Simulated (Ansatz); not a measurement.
# Zone-centre modes of NiAs-type AgF under biaxial strain, from PBEsol linear response

A film grown on a mismatched substrate is held at the substrate's in-plane spacing, and a lattice mode that loses its restoring force there can change the film's structure. I want to see how this plays out in a hand-built NiAs-type cell of AgF. The lowest and highest optical modes at the zone centre are calculated with PBEsol at fixed in-plane strain, with the third edge free to relax. Strain is counted from the relaxed cell, tension positive, and an imaginary frequency is written as a negative number. The question is whether strain drives a mode soft, or whether one is soft already.

## Calculations

One crystal, AgF (NiAs-type). The structures stem from cells built on the prototype from tabulated radii, directly or through a relaxation at another level; cell and atoms were relaxed at zero pressure at each row's own level, inside the symmetry of the start, with no thermal or zero-point expansion. Program: Ansatz 0.2.0, plane waves, PBEsol, the program's default PAW potentials, scalar-relativistic without spin-orbit coupling, no spin polarisation. Wave-function cutoff 420 eV (the default for the potentials of each cell); on the k meshes (Γ-centred) the least product of divisions and cell-vector length runs from 39 to 43 Å, relaxations included. Residual pressures at rest stay under 0.01 GPa. Occupations: methfessel-paxton smearing of 0.15 eV. Harmonic modes at natural masses come from linear response (density functional perturbation theory), with the acoustic sum rule imposed. Then the first two cell vectors were scaled and held, with the third vector and the atoms relaxed inside the symmetry that the strain leaves. The tabled runs alone: cutoff 420 eV, k length 39 to 43 Å, k mesh 15×15×6.

Notes on method and selection:

- Harmonic values at the static lattice; measured values carry thermal expansion and anharmonic shifts at their temperature.
- Built on the prototype, may be hypothetical.
- In cells without a Kohn-Sham gap the frequencies depend on k mesh and smearing; the size of that error was not measured for these rows.
- Runs that did not converge, have known faults or may not be shown are not listed, and runs on Ansatz's PAW sets soft_1 and soft_2 are kept to separate tables.

Columns:

- biaxial strain (%): biaxial strain of the first two cell vectors against the relaxed cell, tension positive.
- third edge (Å): length of the third cell vector, relaxed.
- in-plane stress (GPa): mean in-plane stress, compression positive.
- lowest Γ mode (cm⁻¹): lowest optical mode at the zone centre, without the macroscopic field; negative means imaginary.
- highest Γ mode (cm⁻¹): highest optical mode at the zone centre, without the macroscopic field (no LO-TO term).

## Results

| member | biaxial strain (%) | third edge (Å) | in-plane stress (GPa) | lowest Γ mode (cm⁻¹) | highest Γ mode (cm⁻¹) |
| --- | --- | --- | --- | --- | --- |
| −4.0 % | −4 | 7.100 | 3.47 | −39.5 | 337.9 |
| −2.0 % | −2 | 6.987 | 1.37 | −36.2 | 325.7 |
| +0.0 % | 0 | 6.864 | 0.00 | −27.2 | 313.6 |
| +2.0 % | 2 | 6.730 | −0.79 | 13.5 | 302.0 |
| +4.0 % | 4 | ? | −1.14 | ? | ? |

Cells marked ? are withheld until the estimate has been made.

Least-squares fits to the members shown, with x = biaxial strain (%); R² and errors in the fitted variable (y, or ln y where the fit is in ln y):

| y | members | fit | R² | rms residual | leave-one-out rms | the same for the mean of the others |
| --- | --- | --- | --- | --- | --- | --- |
| lowest Γ mode (cm⁻¹) | 4 | y = −13.95 + 8.400 x | 0.79 | 9.8 | 24 | 28 |
| highest Γ mode (cm⁻¹) | 4 | y = 313.81 − 5.9900 x | 1.00 | 0.16 | 0.39 | 18 |

## Mechanism

The unstrained cell already has an unstable mode, at −27.2 cm⁻¹. Compression to −4 % takes it to −39.5 cm⁻¹, while tension of 2 % brings it to a real 13.5 cm⁻¹. Strain therefore does not create the instability, and tension works against it. So small a real frequency in a cell that is metallic at this level is weak evidence of stability, because the error from k mesh and smearing was not measured.

The highest mode moves the other way, from 337.9 to 302.0 cm⁻¹ between −4 % and +2 %, a slope of (302.0 − 337.9) / 6 = −5.98 cm⁻¹ per % of strain. This is what I expect of a mode that stretches Ag–F bonds: the cell expands under tension, the bonds lengthen and their force constants fall.

The lowest mode is an in-plane motion of the fluorine atoms, the two layers moving against each other. Its opposite response may come from the bond angles. From −4 % to +2 % the third edge shrinks from 7.100 to 6.730 Å while the in-plane edges grow, so the ratio of third edge to in-plane edge changes by a factor (6.730 / 7.100) × (1 − 0.04) / (1 + 0.02) = 0.892. The Ag–F bonds tilt towards the plane. For a bond of stretching constant $k$ at an angle $\theta$ to the plane, the in-plane restoring term scales as $k\cos^2\theta$, and the tilt raises it. That has the right sign, provided the gain outweighs the loss in $k$ from longer bonds.

The jump of 13.5 + 27.2 = 40.7 cm⁻¹ between the last two shown rows looks abrupt largely because a frequency goes as the square root of a force constant. With the sign kept, the squares are −39.5 × 39.5 = −1560, −36.2 × 36.2 = −1310, −27.2 × 27.2 = −740 and 13.5 × 13.5 = 182 cm⁻², which rise in steadily growing steps.

## Prediction

Plain estimates from the members shown:

- +4.0 %, fit at x = 4: 19.7 cm⁻¹ (an extrapolation)

I do not trust the straight line in frequency, which gives 19.7 cm⁻¹ at +4 %. Its leave-one-out error of 24 cm⁻¹ is hardly below the 28 cm⁻¹ of the mean of the others, and it ignores the square root at the change of sign. I extrapolate the signed square instead, since it follows the force constant of this one motion.

The steps in the square are 1560 − 1310 = 250, 36.2 × 36.2 − 27.2 × 27.2 = 571 and 740 + 182 = 922 cm⁻², and they grow by 571 − 250 = 321 and then 922 − 571 = 351 cm⁻². A parabola through the last three shown rows keeps the latest growth, so the next step is 922 + 351 = 1273 cm⁻². The square at +4 % becomes 182 + 1273 = 1455 cm⁻², and its root is √1455 = 38.1 cm⁻¹.

The same route can be tried on the +2 % row, using only the three rows before it: −740 + 571 + 321 = 152 cm⁻², or √152 = 12.3 cm⁻¹, against the calculated 13.5 cm⁻¹. The miss is 1.2 cm⁻¹. A single trial fixes a scatter poorly; Student's distribution with one degree of freedom widens the one-sigma range by about 1.8, which gives 1.2 × 1.8 = 2.2 cm⁻¹. I therefore expect a real mode at 38 cm⁻¹, with an error of 2 cm⁻¹, if the bands at the Fermi level do not rearrange on the way.

**Committed estimate, +4.0 %: lowest Γ mode = 38 ± 2 cm⁻¹.**

## Outcome

| member | biaxial strain (%) | third edge (Å) | in-plane stress (GPa) | lowest Γ mode (cm⁻¹) | highest Γ mode (cm⁻¹) |
| --- | --- | --- | --- | --- | --- |
| +4.0 % | 4 | 6.583 | −1.14 | 37.5 | 290.7 |

| member | estimate | lowest Γ mode (cm⁻¹) | computed | estimate − computed | miss in error bars |
| --- | --- | --- | --- | --- | --- |
| +4.0 % | committed | 38.0 | 37.5 | +0.5 | 0.2 |
| +4.0 % | fit | 19.7 | 37.5 | −17.8 |  |

The calculated mode at +4 % is real at 37.5 cm⁻¹, so my estimate of 38 ± 2 cm⁻¹ is 0.5 cm⁻¹ too high and inside its error bar. The straight line in frequency gave 19.7 cm⁻¹, which is 17.8 cm⁻¹ too low.

Extrapolating the signed square worked. Its last step is 37.5 × 37.5 − 13.5 × 13.5 = 1224 cm⁻², against the 1273 cm⁻² I had assumed.

My explanation of the highest mode needs correcting. I put its fall down to longer Ag–F bonds, but the bond length hardly changes along the series, because the shrinking third edge offsets the wider plane. In this mode the fluorine layers move against each other along the third axis. Bonds that tilt towards the plane resist that motion less and the in-plane motion more, so the tilt has the right sign for both modes. It is not the whole cause, since bond stretching alone could never make a frequency imaginary. In the lowest mode some opposing force nearly cancels the bond-stretching term, and outweighs it where the frequency is imaginary. I have not identified that force.

## Residuals

Least-squares fits to the whole series, with x = biaxial strain (%); R² and errors in the fitted variable (y, or ln y where the fit is in ln y):

| y | members | fit | R² | rms residual | leave-one-out rms | the same for the mean of the others |
| --- | --- | --- | --- | --- | --- | --- |
| lowest Γ mode (cm⁻¹) | 5 | y = −10.38 + 10.18 x | 0.89 | 10 | 18 | 38 |
| highest Γ mode (cm⁻¹) | 5 | y = 313.98 − 5.9050 x | 1.00 | 0.28 | 0.56 | 21 |

Largest departures from the fit to the whole series:

| member | lowest Γ mode (cm⁻¹) | fit | computed − fit | in rms residuals |
| --- | --- | --- | --- | --- |
| +0.0 % | −27.2 | −10.4 | −16.8 | 1.7 |
| −4.0 % | −39.5 | −51.1 | +11.6 | 1.1 |
| +4.0 % | 37.5 | 30.3 | +7.2 | 0.7 |
| −2.0 % | −36.2 | −30.7 | −5.5 | 0.5 |

The unstrained row lies 16.8 cm⁻¹ below the line through the whole series, and the −4 % row lies 11.6 cm⁻¹ above it. I see no faulty run in either, because the departures come from fitting a straight line to a curved quantity.

Two things bend the curve. The signed square rises slowly under compression, by 250 cm⁻² from −4 % to −2 %, and much faster under tension, which leaves the −4 % row above the line. The square root then makes the frequency change steeply where the square passes through zero. The unstrained row sits just before that passage and so falls below the line.

In the signed square the steps grow by 571 − 250 = 321, 922 − 571 = 351 and 1224 − 922 = 302 cm⁻², and no row stands apart. I attach no physical cause to the differences between these three numbers.

## Summary

This hand-built cell has a soft zone-centre mode at rest. Compression to −4 % makes it more unstable, and the mode is real at +2 % and +4 %. Linear interpolation of the signed square puts the change of sign near 2 × 740 / (740 + 182) = 1.6 % tension, subject to the unmeasured error from k mesh and smearing. Real frequencies at the zone centre do not establish stability at other wavevectors.

For another strain between −4 and +4 %, the signed square is the quantity to interpolate for the lowest mode. The highest mode follows a straight line of −5.9 cm⁻¹ per % of strain, with a leave-one-out error of 0.56 cm⁻¹.

Two limits matter most for so soft a mode. Anharmonicity is left out; it often stiffens a soft mode as the temperature rises, which would move the change of sign to smaller tension, but its size is not known here. PBEsol also tends to underestimate band gaps, so the metallic state may itself be an error of the functional and could affect the restoring force. Where the mode is imaginary, the crystal would lower its energy by displacing the fluorine atoms in the plane, which the imposed symmetry forbids.
